\textbf{Question.} I counter-diffuse CO$_2$ and CH$_4$ through MCM-41 with 4 nm channels at 300 K, with 1 bar on both sides. One colleague tells me to use the Bosanquet formula, which I thought needs equimolar fluxes. Another says the flux ratio follows Graham's law even in wide pores. I have also read that a reaction A $\to\nu$B pushes the pressure inside a pellet up to $\sqrt{\nu}$ times the outside value. Would dry reforming in these channels, two moles giving four, reach $\sqrt{2}$ bar? How does all this change with pore size, pressure and reaction?

\medskip
\textbf{Answer.} All three statements are limits of the dusty-gas model of Evans, Watson and Mason (1961). Graham's ratio holds at every pore size if the pressure is uniform. Bosanquet's formula misses a composition term that costs about one per cent in 4 nm channels and about twenty in micrometre pores. The factor $\sqrt{\nu}$ is a ceiling that needs Knudsen transport, a large Thiele modulus, pure A outside and products of equal mass; dry reforming stays near 1.2.

\medskip
\textbf{The model.} Take an isothermal ideal gas with mole fractions $y_i$, partial pressures $p_i=y_ip$ and molar fluxes $N_i$ along $z$, per unit pore cross-section, in cylindrical pores of diameter $d$ with diffusely reflecting walls. The momentum balance of species $i$ sets friction with the wall and with the other gases against the driving force:
\begin{equation}
\frac{N_i}{D_{K,i}}+\sum_{j\ne i}\frac{y_jN_i-y_iN_j}{D_{ij}}=-\frac{1}{RT}\left[\frac{dp_i}{dz}+\frac{B_0\,p_i}{\mu D_{K,i}}\frac{dp}{dz}\right],
\label{dgm}
\end{equation}
\begin{equation}
D_{K,i}=\frac{d}{3}\,\bar v_i=\frac{d}{3}\sqrt{\frac{8RT}{\pi M_i}},\qquad B_0=\frac{d^2}{32}.
\end{equation}
$D_{ij}=D_{ji}\propto 1/p$ is the free-gas binary coefficient and $\mu$ the viscosity. The last term appears because the wall friction acts on $N_i$ minus the Poiseuille share $-y_iB_0p\,(dp/dz)/(\mu RT)$, which drops out of the gas--gas term. For fluxes per unit pellet area, $D_{K,i}$, $D_{ij}$ and $B_0$ are each multiplied by $\varepsilon/\tau$ (porosity over tortuosity factor), so $D_e=(\varepsilon/\tau)D$ and ratios of coefficients are unchanged.

\medskip
\textbf{Graham's law.} Sum \eqref{dgm} over $i$. The gas--gas terms cancel in pairs, and
\begin{equation}
\sum_i\frac{N_i}{D_{K,i}}=-\frac{1}{RT}\left[1+\frac{B_0p}{\mu}\sum_i\frac{y_i}{D_{K,i}}\right]\frac{dp}{dz}.
\label{sum}
\end{equation}
At uniform pressure the right side vanishes. Since $D_{K,i}\propto M_i^{-1/2}$, a binary obeys
\begin{equation}
\frac{N_B}{N_A}=-\sqrt{\frac{M_A}{M_B}}\equiv -g .
\end{equation}
No $D_{ij}$ survives, so the ratio is independent of $d$ and $p$: the net force of the gas on the wall must vanish whether collisions between molecules are rare or frequent. With A = CO$_2$ (44.01 g/mol) and B = CH$_4$ (16.04 g/mol), $g=1.656$.

\medskip
\textbf{Bosanquet and its extension.} Put $N_B=-gN_A$ and $dp/dz=0$ into the equation for A. With $c=p/RT$,
\begin{equation}
N_A=-cD\frac{dy_A}{dz},\qquad \frac1D=\frac{1}{D_{K,A}}+\frac{1-\alpha y_A}{D_{AB}},\qquad \alpha=1+\frac{N_B}{N_A}=1-g .
\end{equation}
The Bosanquet formula, $1/D_{\rm Bos}=1/D_{K,A}+1/D_{AB}$, is the case $\alpha y_A=0$: equal masses, or A dilute. Here $\alpha=-0.656$. The net molar drift runs with the methane and against the CO$_2$, so $D\le D_{\rm Bos}$ for CO$_2$. In a steady cell of the Wicke--Kallenbach type, with pure A at $z=0$ and pure B at $z=L$, $N_A$ is constant and $N_AL/c=\int_0^1D\,dy_A\equiv\bar D$. With $\kappa=D_{K,A}/D_{AB}$,
\begin{equation}
\bar D=\frac{D_{AB}}{g-1}\ln\frac{1+g\kappa}{1+\kappa},\qquad D_{\rm Bos}=\frac{D_{K,A}}{1+\kappa}.
\end{equation}
For small $\kappa$, $\bar D/D_{\rm Bos}\simeq 1-(g-1)\kappa/2$; for large $\kappa$ it tends to $\ln g/(g-1)$.

\medskip
\textbf{Comparison of pores.} The inputs are approximate: $D_{AB}=0.18$ cm$^2$/s at 300 K and 1 bar, $\mu=1.3\times10^{-5}$ Pa s, and pore diameters typical of each material. The mean speeds are 380 m/s (CO$_2$) and 629 m/s (CH$_4$), which in 4 nm give $D_K=5.07\times10^{-3}$ and $8.39\times10^{-3}$ cm$^2$/s. The viscous number is $\beta=B_0p/(\mu D_{K,A})$. Diffusivities are those of CO$_2$ in a single pore, in $10^{-3}$ cm$^2$/s; three figures serve to separate the columns and belong to the model.

\medskip
\begin{tabular}{lrrrrrrrr}
\hline
solid & $d$/nm & $p$/bar & $D_{K,A}$ & $\kappa$ & $D_{\rm Bos}$ & $\bar D$ & $\bar D/D_{\rm Bos}$ & $\beta$\\
\hline
MCM-41 & 4 & 1 & 5.07 & 0.0281 & 4.93 & 4.88 & 0.991 & 0.0076\\
SBA-15 & 8 & 1 & 10.1 & 0.0563 & 9.59 & 9.43 & 0.983 & 0.015\\
MCM-41 & 4 & 10 & 5.07 & 0.281 & 3.95 & 3.69 & 0.934 & 0.076\\
porous glass & 100 & 1 & 127 & 0.704 & 74.3 & 65.8 & 0.885 & 0.19\\
$\alpha$-alumina & 1000 & 1 & 1266 & 7.04 & 158 & 125 & 0.790 & 1.9\\
\hline
\end{tabular}

\medskip
Every dimensionless column depends on the product $pd$ alone, because $D_K\propto d$ and $D_{AB}\propto1/p$: MCM-41 at 10 bar behaves like a 40 nm pore at 1 bar. The term $\alpha y_A$ sits inside the bulk resistance, whose share of the total is about $\kappa/(1+\kappa)$. In 4 nm at 1 bar that share is 2.7 per cent, so the Graham drift, large as it is, changes the flux by under one per cent. In the micrometre pore the bulk resistance dominates and the ratio approaches its limit 0.769. That limit depends only on the masses: for CO$_2$ against H$_2$ (2.016 g/mol) $g=4.67$ and the limit is 0.420, against N$_2$ (28.01) $g=1.25$ and 0.891, and against propane (44.10) $g=0.999$, where Bosanquet holds at all $\kappa$ to a part in a thousand.

The ratio $\beta/\kappa=9\pi M_A\,pD_{AB}/(256\,\mu RT)=0.27$ is independent of $d$ and $p$. It matters for how well the cell must be balanced. By \eqref{sum}, a small imbalance $\Delta p$ makes $N_A/D_{K,A}+N_B/D_{K,B}$ non-zero by at most the fraction $(D_{K,A}/\bar D)(1+\beta)\,\Delta p/p$ of $N_A/D_{K,A}$, the bound arising from $D_{K,B}>D_{K,A}$. For 1 mbar in 1 bar this is 0.10 per cent in MCM-41 and 2.9 per cent in the alumina. Narrow pores forgive a poor balance and wide ones do not.

For the solid, a typical area of 1000 m$^2$/g gives a pore volume $Sd/4=1.0$ cm$^3$/g, and a silica density of about 2.2 g/cm$^3$ then gives $\varepsilon=0.69$. The model's $D_e$ is $3.4\times10^{-3}$ cm$^2$/s for channels aligned with the gradient ($\tau=1$) and $1.1\times10^{-3}$ cm$^2$/s for straight channels of random orientation, where $\langle\cos^2\theta\rangle=1/3$ gives $\tau=3$.

\medskip
\textbf{What the first row leaves out.} Three neglected effects exceed its 2.7 per cent bulk correction.

First, adding resistances is an interpolation. In a long straight tube, molecules flying nearly along the axis carry much of the Knudsen flux and are the first to be scattered. Take a single speed $\bar v$, a free path $\lambda=3D_{AB}/\bar v=142$ nm, so that $d/\lambda=\kappa$, and full loss of direction at each collision. Then $D=\bar v\lambda\langle\cos^2\theta\,(1-e^{-\ell/\lambda})\rangle$, with $\ell$ the distance to the wall averaged over position and direction, and its expansion is
\begin{equation}
\frac{D}{D_K}\simeq1-\frac38\,\kappa\left[\ln\frac1\kappa+1.06\right].
\end{equation}
This lowers $D_K$ by 0.05 rather than 0.027, for channels much longer than $\lambda$.

Second, molecules have size. With typical kinetic diameters $\sigma$ of 0.33 nm (CO$_2$) and 0.38 nm (CH$_4$), hard-sphere centres move in a tube of diameter $d-\sigma$. The Knudsen flux per channel goes as area times $D_K$, hence as $(1-\sigma/d)^3$, which is 0.77 and 0.74. The flux ratio becomes 1.59.

Third, both gases adsorb. Take typical uptakes at 1 bar near room temperature, 0.6 mmol/g of CO$_2$ and 0.15 mmol/g of CH$_4$, and linear isotherms. With $c=40.1$ mol/m$^3$ and surface excess $\Gamma$, the ratio of adsorbed to gaseous molecules in the pore, $4\Gamma/(dc)$, is 15 and 3.7. A surface diffusivity $D_s$ adds the fraction $[4\Gamma/(dc)]D_s/D_K$ to the Knudsen flux. With $D_s=10^{-4}$ cm$^2$/s for both, an order of magnitude chosen to reproduce the typical behaviour of mesoporous silica, the fractions are 0.30 and 0.04, and the CH$_4$/CO$_2$ ratio drops to 1.3. A transient uptake experiment sees a different quantity, the flux referred to the total pore concentration, $(D_K+15D_s)/(1+15)=0.41\times10^{-3}$ cm$^2$/s for CO$_2$, 12 times below $D_K$. At 300 K the first row is therefore good to some tens of per cent for steady fluxes, Graham's ratio overstates the preference for methane, and the 10 bar row, with heavier adsorption, is weaker still. At catalytic temperatures physisorption of these gases largely disappears, while the size effect remains.

\medskip
\textbf{Reaction-induced pressure, Knudsen limit.} Let one reaction with stoichiometric numbers $\nu_i$ (negative for reactants) run at steady state in a symmetric slab, cylinder or sphere. Each flux has divergence $\nu_ir$ and vanishes at the centre, so $N_i/\nu_i$ is the same for all species: stoichiometry replaces Graham's ratio, and \eqref{sum} then forces a pressure gradient. For $\kappa,\beta\to0$, \eqref{dgm} gives $dp_i/dz=-RTN_i/D_{K,i}\propto\nu_i\sqrt{M_i}$, so
\begin{equation}
p_i=p_{i,s}+\nu_i\sqrt{M_i}\,\xi,\qquad p=p_s+\xi\sum_i\nu_i\sqrt{M_i},
\label{inv}
\end{equation}
with one field $\xi\ge0$ that vanishes at the surface $s$. The rate law fixes only how far $\xi$ grows. At large modulus an irreversible reaction exhausts the reactant $l$ with the smallest $p_{l,s}/(|\nu_l|\sqrt{M_l})$, and the centre pressure $p_0$ obeys
\begin{equation}
\frac{p_0}{p_s}\to1+y_{l,s}\Delta,\qquad \Delta=\frac{\sum_i\nu_i\sqrt{M_i}}{|\nu_l|\sqrt{M_l}} .
\end{equation}
For A $\to\nu$B, mass conservation gives $M_B=M_A/\nu$, so $\Delta=\sqrt\nu-1$ and pure A outside yields $p_0/p_s\to\sqrt\nu$. The product is made $\nu$ times as fast as A is consumed but escapes only $\sqrt\nu$ times as easily. If A splits into unlike products, the Cauchy--Schwarz inequality gives $\sum_j\nu_j\sqrt{M_j/M_A}\le\sqrt{\nu}$ with $\nu=\sum_j\nu_j$, so $\sqrt\nu$ is an upper bound.

The table uses stoichiometric feeds, no products at the surface, complete consumption of $l$, and the further masses 28.01 (CO), 18.02 (H$_2$O), 30.07 (C$_2$H$_6$) and 28.05 (C$_2$H$_4$); $n$ is the ratio of product to reactant moles.

\medskip
\begin{tabular}{llrrrr}
\hline
reaction & $l$ & $y_{l,s}$ & $\Delta$ & $p_0/p_s$ & $\sqrt n$\\
\hline
A $\to$ 2B & A & 1 & 0.414 & 1.414 & 1.414\\
2A $\to$ B & A & 1 & $-0.293$ & 0.707 & 0.707\\
C$_2$H$_6\to$ C$_2$H$_4$ + H$_2$ & C$_2$H$_6$ & 1 & 0.225 & 1.225 & 1.414\\
CH$_4$ + CO$_2\to$ 2CO + 2H$_2$ & CO$_2$ & 0.5 & 0.420 & 1.210 & 1.414\\
CO$_2$ + H$_2\to$ CO + H$_2$O & CO$_2$ & 0.5 & 0.224 & 1.112 & 1\\
CO$_2$ + 4H$_2\to$ CH$_4$ + 2H$_2$O & CO$_2$ & 0.2 & 0.027 & 1.005 & 0.775\\
\hline
\end{tabular}

\medskip
The weight $\sqrt{M_i}$ explains the trend: hydrogen counts fully in the mole balance and little in the pressure balance. Making H$_2$ raises $n$ without much pressure, so both hydrogen-producing reactions fall short of $\sqrt2$. Consuming H$_2$ removes moles without removing pressure, so the reverse shift pressurises the pellet at constant mole number, and methanation, five moles giving three, leaves the pressure unchanged within a per cent, its $\Delta$ being a near cancellation. In dry reforming the slower CO$_2$ runs out first, and for $p_s=1$ bar the centre holds 0.198 bar CH$_4$, 0.798 bar CO and 0.214 bar H$_2$.

The rows of real reactions are ceilings, since equilibrium can stop $\xi$ earlier. For dry reforming at 973 K take $K\approx8$ bar$^2$. Setting $p_{\rm CO}^2p_{\rm H_2}^2=Kp_{\rm CH_4}p_{\rm CO_2}$ along \eqref{inv} leaves 0.015 bar of CO$_2$ and $p_0=1.203$ bar, a small change because H$_2$ is kept low. The reverse shift, with $K\approx0.6$, stops at 1.07. Dividing each $\sqrt{M_i}$ by $(1-\sigma_i/d)^3$, with about 0.38 nm for CO and 0.29 nm for H$_2$, moves 1.210 to 1.22. Endothermic cooling is bounded by $\Delta H\,D_ec_{l,s}/k_{\rm th}$; with about 260 kJ/mol, $D_{K,A}=9.12\times10^{-3}$ cm$^2$/s, $\varepsilon/\tau=0.69$, $c_{l,s}=6.18$ mol/m$^3$ and a typical 0.2 W/(m K) it is 5 K, which shifts Knudsen pressures ($\propto\sqrt T$) by 0.3 per cent. The model's ceiling for dry reforming is thus 1.2 bar.

\medskip
\textbf{Leaving the Knudsen limit.} For A $\to\nu$B set $s=\sqrt\nu$, $P=p/p_s$, $a=p_A/p_s$, take $\kappa$ and $\beta$ at $p_s$, and hold $\mu$ constant. Then $N_B=-\nu N_A$ and $D_{K,B}=sD_{K,A}$. Eliminating $N_A\,dz$ between \eqref{dgm} for A and \eqref{sum} gives a path that is again free of kinetics:
\begin{equation}
\frac{da}{dP}=-\frac{[1+\kappa P+\kappa(\nu-1)a]\,[1+\beta a+\beta(P-a)/s]}{s-1}-\beta a,\qquad a(1)=1 .
\label{path}
\end{equation}
For $\beta=0$ it is linear, with solution
\begin{equation}
(\nu-1)\,a=(\nu+q)\,e^{-\kappa(s+1)(P-1)}-(P+q),\qquad q=\frac{s}{\kappa(s+1)},
\end{equation}
and $a=0$ fixes the centre value $P_0$. For $\nu=2$, $P_0=1.41$, 1.35, 1.16 and 1.03 at $\kappa=0.01$, 0.1, 1 and 10. At large $\kappa$, $P_0-1\simeq\ln\nu/[\kappa(s+1)]$: the fluxes are throttled by $D_{AB}$, while \eqref{sum} converts them to pressure through the much larger $D_K$. For $\nu>1$ the viscous terms steepen the fall of $a$, so these values are upper bounds. Integrating the correction terms of \eqref{path} along the Knudsen path $a=(s-P)/(s-1)$ gives, to first order,
\begin{equation}
P_0\simeq\sqrt\nu-\frac{\nu-1}{2}\left(\kappa\sqrt\nu+\beta\right).
\end{equation}
At $\kappa=10$ with $\beta=2.7$, integrating \eqref{path} with $P\approx1$ on the right gives an excess of only 0.008, so viscous relief dominates there. Heating works the other way. With the approximate scaling $D_{AB}\propto T^{1.75}$, $\kappa\propto T^{-1.25}$ falls to 0.0065 for the CO$_2$--CH$_4$ pair in 4 nm at 973 K and 1 bar, and a typical $\mu=3.5\times10^{-5}$ Pa s gives $\beta=0.0016$. Borrowing these for $\nu=2$ gives $P_0=1.409$. Hot MCM-41 channels sit well inside the Knudsen limit.

\medskip
\textbf{Is the modulus large?} For first-order kinetics in channels of half-length $L$, with $k$ per unit pore volume, $D_{K,A}\,p_A''=kp_A$ gives $p_A(0)=p_s/\cosh\phi$, and \eqref{inv} gives
\begin{equation}
\frac{p_0}{p_s}=\sqrt\nu-\frac{\sqrt\nu-1}{\cosh\phi},\qquad \phi=L\sqrt{\frac{k}{D_{K,A}}}.
\end{equation}
For $\nu=2$ this is 1.15 at $\phi=1$ and 1.37 at $\phi=3$. Take an illustrative $k=100$ s$^{-1}$ and the 973 K value of $D_{K,A}$. A continuous mesoporous body with $L=0.5$ mm has $\phi=5.2$ and reaches 1.41. MCM-41, however, is typically a powder of grains about a micrometre across or smaller. With $L=0.5$ $\mu$m, $\phi=0.0052$ and the excess $(\sqrt\nu-1)\phi^2/2$ is $6\times10^{-6}$. In a pellet pressed from such grains the long-range transport runs through the voids between them. For voids of an assumed 500 nm, $\kappa=0.81$ at 973 K, close to the $\kappa=1$ case above, where less than half of the Knudsen excess survives. The 1.2 bar for dry reforming is the model's limit for millimetre-long 4 nm channels. A pressed MCM-41 catalyst at 1 bar would typically show well under half of that 0.2 bar rise across the pellet and practically none within a grain.